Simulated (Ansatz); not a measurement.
HfC: pressure against volume per atom

Results calculated with Ansatz 0.2.0, not measured. Periodic Kohn-Sham DFT of a crystal at fixed atoms; pressure and stress are positive in compression; the energy is the free energy less that of spherical unpolarised free atoms; site moments are those in the method's own spheres, positive along +z.

Cell of the first row (space group Fm-3m, No. 225):
```
cell vectors (Å)
   0.0000     2.2702     2.2702
   2.2702     0.0000     2.2702
   2.2702     2.2702     0.0000
atoms (fractions of the cell vectors)
Hf  0.00000  0.00000  0.00000
C   0.50000  0.50000  0.50000
```

Settings of every row: method frozen-core PAW; functional LDA; relativity scalar; k mesh 14x14x14; filling fermi-dirac; smearing width 0.05 eV; wave cutoff 420 eV; paw set soft_2.

Atom start moment: 0 on all atoms.

Limits: PAW files made with PBE; no spin-orbit coupling on heavy atoms.

```csv
row,volume per atom (Å³),pressure (GPa)
1,11.701,5.775
2,12.192,?
3,12.441,-9.705
4,12.69,-13.929
5,13.187,-21.177
```

Question: what pressure should row 2 give?

Worked fit of pressure. Take u = (V_r/V)^(2/3) − 1 with V_r = 12.566 Å³ an atom, which is twice the finite (Eulerian) strain; such expansions in the strain, on which the Birch-Murnaghan equation of state is built, carry the rest volume and the bulk modulus. The shown rows have u = 0.0487, 0.00669, -0.00652, -0.03165. Least squares give pressure = −11.8823 + 320.768 × u + 858.06 × u² GPa; a straight line predicts inner rows, each left out in turn, worse (root mean square 0.87 against 0.016 GPa). The rows lie off it by 0.001, -0.007, 0.008, -0.002 (root mean square 0.0054 GPa). The pressure vanishes at u = 0.0340, or V = 11.95 Å³ an atom, and there the bulk modulus at fixed shape and fractions is B = −V dP/dV = (2/3)(1 + u) dP/du = 261 GPa. The withheld row has u = 0.02035, so the fit gives −11.8823 + 320.768 × (0.02035) + 858.06 × (0.02035)² = -4.999 GPa.

The calculation gave -5.02 GPa. The fit lies 0.021 GPa (0.078 % of the column's range) above it; its largest miss of a shown row is 0.008 GPa.
